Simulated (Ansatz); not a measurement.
# A series in volume scale on GdMg₂

Free energy against uniform scaling of the volume at fixed shape and fractions; periodic cell, basis, potentials, k mesh and filling as listed. The results are calculated, by Ansatz 0.2.0.

The cell before it is scaled or strained (space group Fd-3m, No. 227):
```
GdMg2
1.0
      0.0000     4.2892     4.2892
      4.2892     0.0000     4.2892
      4.2892     4.2892     0.0000
Gd Mg
2 4
Direct
  0.00000 0.00000 0.00000
  0.25000 0.25000 0.25000
  0.62500 0.62500 0.62500
  0.12500 0.62500 0.62500
  0.62500 0.62500 0.12500
  0.62500 0.12500 0.62500
```

Settings of every row: functional r2SCAN; dispersion none; potentials PAW; wave cutoff 517.02 eV; density cutoff 2068.1 eV; k mesh 5x5x5; k shift 0x0x0; occupations fermi dirac; smearing width 0.05 eV; spin collinear.

Limits: a known weakness of the program can leave such a cell on a higher state; coarse k mesh, up to 40 meV an atom off; state may not be the lowest.

```csv
row,volume scale,V (Å³/atom),energy above lowest point (meV/atom)
1,0.9406,24.741,12.3
2,0.9703,25.522,2.7
3,1,26.303,0
4,1.0297,27.084,?
5,1.0594,27.866,11.9
```

Question: what energy above lowest point should row 4 give?

Worked fit of energy above lowest point. Take u = (V_r/V)^(2/3) − 1 with V_r = 25.913 Å³ an atom, which is twice the finite (Eulerian) strain; such expansions in the strain, on which the Birch-Murnaghan equation of state is built, carry the rest volume and the bulk modulus. The shown rows have u = 0.03134, 0.01019, -0.00991, -0.04729. Least squares give energy above lowest point = 0.54 + 130.1 × u + 7831 × u² meV/atom; a straight line predicts inner rows, each left out in turn, worse (root mean square 7.6 against 0.046 meV/atom). All shown rows lie on it to the printed digit. The withheld row has u = -0.02904, so the fit gives 0.54 + 130.1 × (-0.02904) + 7831 × (-0.02904)² = 3.4 meV/atom.

The calculation gave 3.3 meV/atom. The fit lies 0.1 meV/atom (3 % of the value, 0.81 % of the column's range) above it, one unit of the last digit.
